**Student.** You wrote $k=k_0\,\gamma_A\gamma_B/\gamma_\ddagger$. Nobody can measure $\gamma_\ddagger$, so it explains anything.

**Lecturer.** The form comes from quasi-equilibrium, $K^\ddagger=a_\ddagger/(a_Aa_B)$, with activities $\gamma c/c^\circ$. The rate counts complexes crossing the barrier, $v=(k_BT/h)\,c_\ddagger$, so it follows their concentration. With salt-independent transmission this gives the Brønsted–Bjerrum equation, $k_0$ being the zero-salt limit in the same solvent. Now take a model without $\gamma_\ddagger$, for $\mathrm{BrCH_2COO^-}+\mathrm{S_2O_3^{2-}}$, where $z_Az_B=+2$.

**Student.** How small?

**Lecturer.** Two ions in a continuum of permittivity $\varepsilon=\varepsilon_0\varepsilon_r$, reacting at contact, $r=a$. Salt is excluded from $r<a$ and screens linearly outside, $\nabla^2\phi=\kappa^2\phi$. Define $l_B=e^2/(4\pi\varepsilon k_BT)$, $I=\tfrac12\sum_i c_iz_i^2$ and $\kappa^2=8\pi l_BN_AI$ with $I$ in mol m$^{-3}$. The decaying solution with Gauss's field $z_Ae/(4\pi\varepsilon a^2)$ at contact is
$$\phi(r)=\frac{z_Ae}{4\pi\varepsilon r}\,\frac{e^{-\kappa(r-a)}}{1+\kappa a}.$$
The model takes $z_Be\phi$ as the potential of mean force, so $k\propto\exp[-z_Az_Bl_B/(a(1+\kappa a))]$. Divide by the value at $\kappa=0$:
$$\ln\frac{k}{k_0}=\frac{z_Az_B\,l_B\kappa}{1+\kappa a}.$$

**Student.** That is screened repulsion. Where are the activity coefficients?

**Lecturer.** In the same $\phi$. Subtract the bare Coulomb term: the atmosphere of an ion of charge $ze$ puts $-ze\kappa/[4\pi\varepsilon(1+\kappa a)]$ on it. Charging the ion from zero at fixed $\kappa$ gives $\ln\gamma=-z^2l_B\kappa/[2(1+\kappa a)]$. With $z_\ddagger=z_A+z_B$ and $(z_A+z_B)^2-z_A^2-z_B^2=2z_Az_B$, the ratio $\gamma_A\gamma_B/\gamma_\ddagger$ reproduces the contact result identically.

**Student.** Only because you gave the complex the same $a$.

**Lecturer.** True. Another size changes terms of order $\kappa^2\propto I$. The term in $\kappa$ survives, and it is the general limiting law:
$$\log_{10}\frac{k}{k_0}=2A\,z_Az_B\sqrt I,\qquad 2A\sqrt I=\frac{l_B\kappa}{\ln 10},\qquad A\propto(\varepsilon_rT)^{-3/2}.$$
Take $T=298.15$ K, approximate $\varepsilon_r=78.4$ for water and $55$ for roughly 40 mass per cent ethanol, an illustrative $a=0.50$ nm, and trace reactants in an inert 1:1 sodium salt at $I=1.0$ mol m$^{-3}$. I quote $2A$ for $I$ in mol dm$^{-3}$.

| | water | mixture |
|---|---|---|
| $l_B$/nm | 0.715 | 1.019 |
| $\kappa$/nm$^{-1}$ | 0.104 | 0.124 |
| $2A$/(dm$^3$ mol$^{-1}$)$^{1/2}$ | 1.02 | 1.74 |
| $\log_{10}(k/k_0)$, limiting law | 0.065 | 0.110 |
| $\log_{10}(k/k_0)$, model | 0.061 | 0.103 |
| $k/k_0$, limiting law | 1.16 | 1.29 |
| $k/k_0$, model | 1.15 | 1.27 |

The limiting slope $2Az_Az_B$ grows by the factor 1.70, from 2.04 to 3.48. In the mixture the limiting logarithm exceeds the model's by the fraction $\kappa a=0.062$.

**Student.** So ethanol speeds the reaction up?

**Lecturer.** It strengthens the salt effect. The factor $e^{-z_Az_Bl_B/a}$ in $k_0$ falls as $l_B$ grows.

**Student.** I still distrust the linearisation. A sodium ion touching the complex has $3l_B/a=6.1$ in units of $k_BT$.

**Lecturer.** Rightly. Estimate the neglected binding with Bjerrum's association constant,
$$K_n=4\pi N_A\int_a^{nl_B/2}r^2e^{nl_B/r}\,dr,$$
for Na$^+$ on an anion of charge $-n$. In the mixture $K_2=0.036$ and $K_3=0.23$ m$^3$ mol$^{-1}$, while $K_1$ nearly vanishes because $l_B/2\approx a$. Counting paired complexes as well as free ones multiplies $k$ by $(1+K_3c)/(1+K_2c)\approx1.2$ at $c=1.0$ mol m$^{-3}$. This unscreened estimate runs high, since it partly double-counts the atmosphere and treats three spread-out charges as central. Still, it rivals the factor 1.27 and could lift it toward 1.5. So 1.27 is the model's number and probably low. Typically, anion–anion rates in such mixtures rise faster than linear screening predicts and depend on the cation. The binding term starts at order $c$, so the $\sqrt I$ slope still holds as $I\to0$, over a range that shrinks as $\varepsilon_r$ falls.